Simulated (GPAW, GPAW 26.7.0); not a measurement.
# Core-level shifts of clean Ru(0001): first layer reproduced with PBE, second layer too large and sensitive to slab and smearing

## Experimental context

On clean Ru(0001) the Ru 3d₅/₂ photoemission line splits into components from the bulk, the first layer and the second layer. High-resolution synchrotron spectra of a clean single crystal in ultrahigh vacuum, taken below 130 K, put the first layer 0.366 eV below the bulk line in binding energy and the second layer 0.127 eV above it ("Surface Core Level Shifts of Clean and Oxygen Covered Ru(0001)" (2001, arXiv:cond-mat/0102350)). These two values are my references. They come from two different fits of the same spectra. Taking the other fit moves each by only a few meV, which tests the fit but is no second measurement. Values from "O- and H- induced surface core level shifts on Ru(0001): Prevalence of the additivity rule" (2008, arXiv:0810.2977) lie within 0.01 eV of the references. What is observed is a peak position, so the assignment of each component to a layer is part of the result.

| compared with | measured | source's wording or label | method |
| --- | --- | --- | --- |
| first-layer shift (eV) | −0.366 ± 0.01 | -366 meV (Ru 3d5/2 SCLS, clean surface, first layer S1 against bulk (positive = more strongly bound), fit strategy (i)) | high-resolution synchrotron XPS * |
| first-layer shift (eV) | −0.36 ± 0.01 | -360 meV (Ru 3d5/2 SCLS, clean surface, first layer S1 against bulk, fit strategy (ii)) | high-resolution synchrotron XPS |
| second-layer shift (eV) | 0.127 ± 0.01 | 127 meV (Ru 3d5/2 SCLS, clean surface, second layer S2 against bulk, fit strategy (ii)) | high-resolution synchrotron XPS * |
| second-layer shift (eV) | 0.125 ± 0.01 | 125 meV (Ru 3d5/2 SCLS, clean surface, second layer S2 against bulk, fit strategy (i)) | high-resolution synchrotron XPS |
| first-layer shift (eV) | −0.371 | -371 meV (Ru 3d5/2 first-layer atom S1 relative to bulk, clean surface) | high-resolution XPS |
| second-layer shift (eV) | 0.133 | 133 meV (Ru 3d5/2 second-layer atom S2 relative to bulk, clean surface) | high-resolution XPS |

Where a quantity has several values, deviations refer to the one marked *.

Conditions are those given with the value in the passage it was taken from; "not stated" means there, and the paper may say more elsewhere. The values are a selection: others may have been left out beforehand as unlike or outlying.

## Aim and plan

The aim is the cheapest level that gives both shifts within 20 % of the reference. That allows about 0.07 eV for the first layer and 0.025 eV for the second. Such accuracy keeps the three components in their right order and clearly apart, which is what a calculation must do to support an assignment, and both margins are wider than the quoted uncertainty of 0.01 eV. The second layer is the harder test, since its shift is small and any error in the middle-layer energy enters it in full.

The model is a nonmagnetic 1×1 slab with a screened core hole placed in turn in a top, a second-layer and a middle atom. Differences of total energy then contain the final-state screening that the measured shifts contain too. Two limits are built in: the hole repeats in every surface cell, so neighbouring holes are only one lattice constant apart, and the middle layer has to stand for the bulk. Thermal motion is left out; below 130 K I expect its effect on a difference between layers to be small against the target.

I begin with LDA on bulk-cut atoms, which saves the relaxation, then let the surface relax and change the functional, and test the settings of the level on which the verdict will rest.

System: clean Ru(0001); 1x1 slab of Ru, a = 2.7058 A, c = 4.2819 A from a measured cell (COD).

On the selection of runs and values: Besides any runs that a report passes over, these were set aside when the results were gathered: 1 ended timeout; 12 planned but not run to their end in the time given.

## 1. LDA on the bulk-cut slab

Seven layers at the measured lattice, with no atom moved, is the lightest start that still leaves two layers between the middle atom and each surface layer. I expect the signs to come out right, negative for the first layer and positive for the second. The real surface is slightly contracted, and this run leaves that out, so the sizes may be off.

**Run 1.** GPAW 26.7.0: LDA, 7 layers, 14 A vacuum, measured lattice, bulk-cut atoms, core hole in the 1x1 cell (mesh 18x18x1, cutoff 420 eV, 7 atoms).

Key lines of the input:
```
atoms = Atoms(['Ru', 'Ru', 'Ru', 'Ru', 'Ru', 'Ru', 'Ru'],
              cell=[[2.7058, 0.0, 0.0], [1.3529, 2.343292, 0.0], [0.0, 0.0, 26.8457]],
              scaled_positions=[[0.0, 0.0, 0.739251], [0.666667, 0.666667, 0.6595], [0.0, 0.0, 0.57975], [0.666667, ...],
              pbc=(True, True, True))
params = dict(mode=PW(420),
              xc='LDA',
              kpts={'size': (18, 18, 1), 'gamma': True},
              occupations=FermiDirac(0.05),
              nbands=-8,
              maxiter=200,
              txt='gs.txt',
              mixer=Mixer(0.05, 8, 80))
hole.calc = GPAW(**{**params, 'charge': -1, 'txt': f'hole{i}.txt', 'setups': {**params.get('setups', {}), i: 'hole' + params.get('setups', {}).get(atoms[i].symbol, '')}})
out['levels'][i] = hole.get_potential_energy(force_consistent=True) + hole.calc.get_reference_energy() - e0
```

Command:
```
gpaw-setup -f LDA Ru > setup.log
gpaw-setup -f LDA --core-hole=3d,1.0 --name=hole Ru > setup.log
OMP_NUM_THREADS=1 mpirun -n 4 gpaw python run.py > run.log
```

Selected lines of the output:
```
[energy with the hole less without, eV] Ru 1 3d: 279.751, Ru 2 3d: 280.287, Ru 4 3d: 280.161
```

Converged; 33 min on 4 cores of Arm Neoverse V1, shared host.

| quantity | run 1 | measured | deviation |
| --- | --- | --- | --- |
| first-layer shift (eV) | −0.410 | −0.366 ± 0.01 | −0.044 |
| second-layer shift (eV) | 0.126 | 0.127 ± 0.01 | −0.001 |

Both shifts have the right sign and lie inside the target. The first layer comes out 0.044 eV too far from the bulk line, about 12 % of the reference, and the second layer agrees with experiment to well within its uncertainty. So close a match for the second layer says little about the level yet, because the atoms sit at bulk positions, while the real surface layer is drawn slightly inwards. The agreement has to survive relaxation before I trust it.

## 2. LDA with the surface relaxed

I keep LDA and the seven layers, but take the lattice LDA itself prefers and let the outer layers relax. Lattice and layer spacings thus change together, so the result will test the whole geometry and not the surface contraction alone. I expect the top atoms to move inwards and their shift to shrink somewhat in size, since they then sit closer to their neighbours. For the second layer I have no firm expectation. The price is a relaxation ahead of the core-hole energies.

**Run 2.** GPAW 26.7.0: LDA, 7 layers, 14 A vacuum, own relaxed lattice, relaxed slab, core hole in the 1x1 cell, 3 inner atoms held in the relaxation; relaxation step without spin-orbit coupling on gpaw pw at 420 eV, mesh 18x18x1: atoms moved by up to 0.05 A (mesh 18x18x1, cutoff 420 eV, 7 atoms).

Key lines of the input, as changed from run 1:
```diff
  atoms = Atoms(['Ru', 'Ru', 'Ru', 'Ru', 'Ru', 'Ru', 'Ru'],
-               cell=[[2.7058, 0.0, 0.0], [1.3529, 2.343292, 0.0], [0.0, 0.0, 26.8457]],
-               scaled_positions=[[0.0, 0.0, 0.739251], [0.666667, 0.666667, 0.6595], [0.0, 0.0, 0.57975], [0.666667, ...],
+               cell=[[2.663002, 0.0, 0.0], [1.331501, 2.306227, 0.0], [0.0, 0.0, 26.8457]],
+               scaled_positions=[[0.0, 0.0, 0.732827], [0.666667, 0.666667, 0.657176], [0.0, 0.0, 0.57826], [0.666667, ...],
```

Selected lines of the output:
```
[energy with the hole less without, eV] Ru 1 3d: 279.851, Ru 2 3d: 280.372, Ru 4 3d: 280.200
```

Converged; 40 min on 4 cores of Intel Xeon 6975P-C (Granite Rapids), shared host.

| quantity | run 2 | measured | deviation |
| --- | --- | --- | --- |
| first-layer shift (eV) | −0.349 | −0.366 ± 0.01 | +0.017 |
| second-layer shift (eV) | 0.172 | 0.127 ± 0.01 | +0.045 |

Relaxation brings the first layer to within 0.017 eV of experiment, and its shift shrinks in size as I had supposed. The second layer moves the wrong way, to 0.172 eV, and now misses the reference by about 35 %. The near-perfect value on bulk-cut atoms therefore does not survive the change of geometry.

Two things changed at once. The outermost layer moved inwards, and the lattice itself shrank: the inner layers lie closer together, and the in-plane lattice constant fell from 2.7058 to 2.6630 Å. That is the usual overbinding of LDA, though a cell relaxed at a moderate fixed cutoff need not be the functional's converged one. The two runs cannot say which of these changes raised the second-layer shift. A relaxed surface on the measured lattice would take the compressed cell out of the question.

## 3. PBE on the measured lattice, two thicknesses

I now hold the in-plane lattice at the measured value, let the surface relax, and go over to PBE. I run this with five layers and with seven. The thinner slab is the lighter calculation, but its middle atom is only two layers below the surface, and any departure from bulk there enters both shifts. The pair will show whether five layers are enough for the small second-layer shift. I expect that shift to come down from the LDA value if the compressed lattice was to blame.

**Run 3.** GPAW 26.7.0: PBE, 5 layers, measured lattice, relaxed, core hole in the 1x1 cell, 3 inner atoms held in the relaxation; relaxation step without spin-orbit coupling on gpaw pw at 420 eV, mesh 18x18x1: atoms moved by up to 0.06 A (mesh 18x18x1, cutoff 420 eV, 5 atoms).

Key lines of the input, as changed from run 1:
```diff
- atoms = Atoms(['Ru', 'Ru', 'Ru', 'Ru', 'Ru', 'Ru', 'Ru'],
-               cell=[[2.7058, 0.0, 0.0], [1.3529, 2.343292, 0.0], [0.0, 0.0, 26.8457]],
-               scaled_positions=[[0.0, 0.0, 0.739251], [0.666667, 0.666667, 0.6595], [0.0, 0.0, 0.57975], [0.666667, ...],
+ atoms = Atoms(['Ru', 'Ru', 'Ru', 'Ru', 'Ru'],
+               cell=[[2.7058, 0.0, 0.0], [1.3529, 2.343292, 0.0], [0.0, 0.0, 22.5638]],
+               scaled_positions=[[-0.0, 0.0, 0.687029], [0.666667, 0.666667, 0.594884], [0.0, 0.0, 0.5], [0.666667, ...],
  params = dict(mode=PW(420),
-               xc='LDA',
+               xc='PBE',
```

Command:
```
gpaw-setup -f PBE Ru > setup.log
gpaw-setup -f PBE --core-hole=3d,1.0 --name=hole Ru > setup.log
OMP_NUM_THREADS=1 mpirun -n 4 gpaw python run.py > run.log
```

Selected lines of the output:
```
[energy with the hole less without, eV] Ru 1 3d: 279.620, Ru 2 3d: 280.134, Ru 3 3d: 280.010
```

Converged; 21 min on 4 cores of AMD EPYC 7R43 64, shared host.

**Run 4.** GPAW 26.7.0: PBE, 7 layers, 14 A vacuum, measured lattice, relaxed, core hole in the 1x1 cell, 3 inner atoms held in the relaxation; relaxation step without spin-orbit coupling on gpaw pw at 420 eV, mesh 18x18x1: atoms moved by up to 0.05 A (mesh 18x18x1, cutoff 420 eV, 7 atoms).

Key lines of the input, as changed from run 1:
```diff
  atoms = Atoms(['Ru', 'Ru', 'Ru', 'Ru', 'Ru', 'Ru', 'Ru'],
-               scaled_positions=[[0.0, 0.0, 0.739251], [0.666667, 0.666667, 0.6595], [0.0, 0.0, 0.57975], [0.666667, ...],
+               scaled_positions=[[0.0, 0.0, 0.737243], [0.666667, 0.666667, 0.660147], [0.0, 0.0, 0.57975], [0.666667, ...],
  params = dict(mode=PW(420),
-               xc='LDA',
+               xc='PBE',
```

Selected lines of the output:
```
[energy with the hole less without, eV] Ru 1 3d: 279.613, Ru 2 3d: 280.138, Ru 4 3d: 279.975
```

Converged; 59 min on 4 cores of Arm Neoverse V1, shared host.

| quantity | run 3 | run 4 | measured |
| --- | --- | --- | --- |
| first-layer shift (eV) | −0.390 | −0.363 | −0.366 ± 0.01 |
| second-layer shift (eV) | 0.125 | 0.163 | 0.127 ± 0.01 |

The five-layer slab meets both targets, with −0.390 and 0.125 eV. The seven-layer slab has the better first-layer shift, −0.363 eV, but puts the second layer at 0.163 eV, 28 % above the reference. I don't take the five-layer match as a success, since it is lost when the slab is made thicker.

The core-hole energies show where the change comes from. The separation between first and second layer differs by only about 0.01 eV between the two slabs, whereas both shifts against the middle atom move in the same direction by about 0.03 to 0.04 eV. It is therefore mainly the middle atom, the stand-in for the bulk, that differs relative to the two outer layers. The comparison isn't purely one of thickness: with three inner atoms held, the second layer is fixed in the thin slab and free in the thick one. Nor does the pair show that seven layers are enough.

I had expected the second-layer shift to come down on the measured lattice if LDA's compressed cell was to blame. It fell only from 0.172 to 0.163 eV, with the functional changed as well, so the compression does not look like the main cause.

## 4. Lattice, functional and smearing at seven layers

The second-layer miss is about 0.036 eV, small enough for several choices to matter. I stay with seven layers and test three of them: PBE on its own lattice, RPBE on its own lattice, and PBE with a Fermi-Dirac width of 0.2 eV instead of 0.05 eV. The broader occupation shows how far the shifts depend on details of the slab's states near the Fermi level. I expect the two gradient functionals to lie close together, because much of a functional's error should cancel between atoms of the same element. The spacing of the holes and a still thicker slab remain the other suspects; tests of them are not shown in this report.

**Run 5.** GPAW 26.7.0: PBE, 7 layers, 14 A vacuum, PBE lattice, relaxed slab, core hole in the 1x1 cell, 3 inner atoms held in the relaxation; relaxation step without spin-orbit coupling on gpaw pw at 420 eV, mesh 18x18x1: atoms moved by up to 0.05 A (mesh 18x18x1, cutoff 420 eV, 7 atoms).

Selected lines of the output:
```
[energy with the hole less without, eV] Ru 1 3d: 279.611, Ru 2 3d: 280.138, Ru 4 3d: 279.975
```

Converged; 34 min on 4 cores of AMD EPYC 9R45 96, shared host.

**Run 6.** GPAW 26.7.0: RPBE, 7 layers, 14 A vacuum, own relaxed lattice, relaxed slab, core hole in the 1x1 cell, 3 inner atoms held in the relaxation; relaxation step without spin-orbit coupling on gpaw pw at 420 eV, mesh 18x18x1: atoms moved by up to 0.05 A (mesh 18x18x1, cutoff 420 eV, 7 atoms).

Selected lines of the output:
```
[energy with the hole less without, eV] Ru 1 3d: 279.547, Ru 2 3d: 280.080, Ru 4 3d: 279.918
```

Converged; 40 min on 4 cores of Intel Xeon 6975P-C (Granite Rapids), shared host.

**Run 7.** GPAW 26.7.0: PBE, 7 layers, 14 A vacuum, Fermi-Dirac width 0.2 eV, core hole in the 1x1 cell, atoms relaxed first, 3 inner atoms held in the relaxation; relaxation step without spin-orbit coupling on gpaw pw at 420 eV, mesh 18x18x1: atoms moved by up to 0.03 A (mesh 18x18x1, cutoff 420 eV, 7 atoms).

Key lines of the input, as changed from run 4:
```diff
  atoms = Atoms(['Ru', 'Ru', 'Ru', 'Ru', 'Ru', 'Ru', 'Ru'],
-               scaled_positions=[[0.0, 0.0, 0.737243], [0.666667, 0.666667, 0.660147], [0.0, 0.0, 0.57975], [0.666667, ...],
+               scaled_positions=[[0.0, 0.0, 0.738088], [0.666667, 0.666667, 0.660681], [0.0, 0.0, 0.57975], [0.666667, ...],
  params = dict(mode=PW(420),
-               occupations=FermiDirac(0.05),
+               occupations=FermiDirac(0.2),
```

Selected lines of the output:
```
[energy with the hole less without, eV] Ru 1 3d: 279.609, Ru 2 3d: 280.096, Ru 4 3d: 279.990
```

Converged; 47 min on 4 cores of Arm Neoverse V2, shared host.

| quantity | run 5 | run 6 | run 7 | measured |
| --- | --- | --- | --- | --- |
| first-layer shift (eV) | −0.364 | −0.371 | −0.381 | −0.366 ± 0.01 |
| second-layer shift (eV) | 0.163 | 0.162 | 0.106 | 0.127 ± 0.01 |

These two changes of lattice and functional hardly move the shifts. Both cells were relaxed at a moderate fixed cutoff and need not be the functionals' converged ones, and their lattice constants are not shown in this report, so the runs say little about how the shifts depend on the lattice as such. PBE on its own lattice repeats the second-layer shift of 0.163 eV, and RPBE gives 0.162 eV. The first-layer shifts of these two runs, −0.364 and −0.371 eV, agree with experiment within its uncertainty.

The occupation width matters much more. At 0.2 eV the second-layer shift drops from 0.163 to 0.106 eV, and the first-layer shift goes from −0.363 to −0.381 eV. Both values now lie inside the target, but I don't count this as a better level: a broader occupation is a numerical aid, not added physics. The change of 0.057 eV in the second layer exceeds both the miss it was meant to explain and the whole margin of 0.025 eV.

The atoms were relaxed anew at the larger width, and the top layer ended about 0.02 Å further out, so the change belongs to occupation and geometry together. The shifts are also differences of free energies, in which the electronic entropy need not cancel between layers. A k-point mesh too coarse for the narrow width is another possible cause, and a denser mesh at 0.05 eV would be the way to test it. As it stands, the second-layer shift is not settled at this level, and its miss can't be charged to the functional.

## Overview

| run | settings | first-layer shift (eV) | deviation | second-layer shift (eV) | deviation | cost |
| --- | --- | --- | --- | --- | --- | --- |
| 1 | LDA, 7 layers, 14 A vacuum, measured lattice, bulk-cut atoms, core hole in the 1x1 cell (mesh 18x18x1, cutoff 420 eV, 7 atoms) | −0.410 | −0.044 | 0.126 | −0.001 | 2.2 core-h |
| 2 | LDA, 7 layers, 14 A vacuum, own relaxed lattice, relaxed slab, core hole in the 1x1 cell, 3 inner atoms held in the relaxation | −0.349 | +0.017 | 0.172 | +0.045 | 2.7 core-h |
| 3 | PBE, 5 layers, measured lattice, relaxed, core hole in the 1x1 cell, 3 inner atoms held in the relaxation | −0.390 | −0.024 | 0.125 | −0.002 | 85 core-min |
| 4 | PBE, 7 layers, 14 A vacuum, measured lattice, relaxed, core hole in the 1x1 cell, 3 inner atoms held in the relaxation | −0.363 | +0.003 | 0.163 | +0.036 | 4 core-h |
| 5 | PBE, 7 layers, 14 A vacuum, PBE lattice, relaxed slab, core hole in the 1x1 cell, 3 inner atoms held in the relaxation | −0.364 | +0.002 | 0.163 | +0.036 | 2.2 core-h |
| 6 | RPBE, 7 layers, 14 A vacuum, own relaxed lattice, relaxed slab, core hole in the 1x1 cell, 3 inner atoms held in the relaxation | −0.371 | −0.005 | 0.162 | +0.035 | 2.7 core-h |
| 7 | PBE, 7 layers, 14 A vacuum, Fermi-Dirac width 0.2 eV, core hole in the 1x1 cell, atoms relaxed first, 3 inner atoms held in the relaxation | −0.381 | −0.015 | 0.106 | −0.021 | 3.1 core-h |
|  | measured | −0.366 ± 0.01 |  | 0.127 ± 0.01 |  |  |

Further runs on the same system, made beside this series (convergence steps with loose settings among them):

| further | settings | first-layer shift (eV) | deviation | second-layer shift (eV) | deviation | cost |
| --- | --- | --- | --- | --- | --- | --- |
| F1 | PBE, 7 layers, 8 A vacuum, core hole in the 1x1 cell, atoms relaxed first, 3 inner atoms held in the relaxation, mesh 18x18x1: atoms moved by up to 0.05 A (mesh 18x18x1, cutoff 420 eV, 7 atoms) | −0.363 | +0.003 | 0.163 | +0.036 | 1.7 core-h |
| F2 | PBE, 7 layers, 14 A vacuum, another k-point mesh, core hole in the 1x1 cell, atoms relaxed first, 3 inner atoms held in the relaxation | −0.356 | +0.010 | 0.170 | +0.043 | 90 core-min |
| F3 | PBE, 7 layers, 14 A vacuum, cutoff at 65 % of the usual, core hole in the 1x1 cell, atoms relaxed first, 3 inner atoms held in the relaxation | −0.361 | +0.005 | 0.172 | +0.045 | 1.6 core-h |
|  | measured | −0.366 ± 0.01 |  | 0.127 ± 0.01 |  |  |

## Assessment

The target is met for the first layer and missed for the second. Relaxed PBE with seven layers on the measured lattice, at 4 core-hours, gives −0.363 eV for the first layer, within the experimental uncertainty. Every run shown meets the 20 % target for that layer, so it does not discriminate between the levels. The second layer comes out at 0.163 eV, 28 % above the reference, and it would also miss against the later measured value of 0.133 eV.

Three lighter or altered settings meet both targets, but I trust none of them. The LDA match on bulk-cut atoms is lost when lattice and surface relax, and the five-layer match is lost in the thicker slab. The match at the broad occupation width comes from a numerical parameter. For the second layer I take these as chance agreements.

The comparison of thicknesses and the change of width taught me most. PBE's own lattice and RPBE changed little, though their cells, like that of the relaxed LDA run, need not be the converged ones.

Less vacuum leaves both shifts as they were. Another k-point mesh and a lower cutoff raise the second-layer shift by only 0.007 and 0.009 eV, away from experiment. That weakens my suspicion of the mesh without proving it converged; whether that mesh is coarser or denser is not shown in this report. The broader occupation, with the atoms relaxed anew, lowers the shift by 0.057 eV, more than the whole miss of 0.036 eV. The runs shown here do not separate the effect of the occupation, with its electronic entropy, from that of the geometry.

Two further causes are conjectures of unknown sign: a middle layer that is not yet bulk-like, and holes repeated in every surface cell. A wider surface cell, with the holes further apart, would be the next step. Thermal motion below 130 K should matter little. The calculation supports the order of the three components and the size of the first-layer shift, but not yet the size of the second.

[Logs are printed without paths, hosts, clocks, repeated set-up lines and the standing remarks that a program may print on its own settings, such as how far it seeks lower states.]

[The runs shown are a pick from a larger set of finished runs; failed, doubtful and other runs were left out of it ahead of writing. So were measured values far from every level or from commonly accepted values, and agreement can look better than it is. Lines of input and output are excerpts and may be shortened.]
